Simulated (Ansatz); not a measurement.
# YHg2: the change of pressure with volume per atom

Periodic Kohn-Sham DFT of a crystal at fixed atoms; pressure and stress are positive in compression; the energy is the free energy less that of spherical unpolarised free atoms; site moments are those in the method's own spheres, positive along +z. The results are calculated, by Ansatz 0.2.0.

Cell of the first row (space group P6/mmm, No. 191):
```
cell vectors (Å)
   4.7065     0.0000     0.0000
  -2.3533     4.0760     0.0000
   0.0000     0.0000     3.4882
atoms (fractions of the cell vectors)
Y   0.00000  0.00000  0.00000
Hg  0.33333  0.66667  0.50000
Hg  0.66667  0.33333  0.50000
```

Settings of every row: method frozen-core PAW; functional PBEsol; relativity scalar; k mesh 10x10x12; filling fermi-dirac; smearing width 0.03 eV; wave cutoff 420 eV; paw set soft_2.

Atom start moment: 0 on all atoms.

Limits: PAW files made with PBE; no spin-orbit coupling on heavy atoms.

| row | volume per atom (Å³) | pressure (GPa) |
| --- | --- | --- |
| 1 | 22.305 | 4.207 |
| 2 | 23.003 | 1.265 |
| 3 | 23.235 | ? |
| 4 | 23.7 | -1.181 |
| 5 | 24.629 | -3.8 |

Question: what pressure should row 3 give?

Worked fit of pressure. Take u = (V_r/V)^(2/3) − 1 with V_r = 23.352 Å³ an atom, which is twice the finite (Eulerian) strain; such expansions in the strain, on which the Birch-Murnaghan equation of state is built, carry the rest volume and the bulk modulus. The shown rows have u = 0.03105, 0.01009, -0.00981, -0.03487. Least squares give pressure = −0.0164 + 123.037 × u + 417.29 × u² GPa; a straight line predicts inner rows, each left out in turn, worse (root mean square 0.29 against 0.0052 GPa). The rows lie off it by 0.001, -0.003, 0.002, -0.001. The pressure vanishes at u = 0.0001, or V = 23.35 Å³ an atom, and there the bulk modulus at fixed shape and fractions is B = −V dP/dV = (2/3)(1 + u) dP/du = 82.1 GPa. Letting shape and atoms relax would as a rule lower it, by much in layered, chain or molecular crystals. The withheld row has u = 0.00335, so the fit gives −0.0164 + 123.037 × (0.00335) + 417.29 × (0.00335)² = 0.400 GPa.

The calculation gave 0.398 GPa. The fit lies 0.002 GPa (0.025 % of the column's range) above it; its largest miss of a shown row is 0.003 GPa.
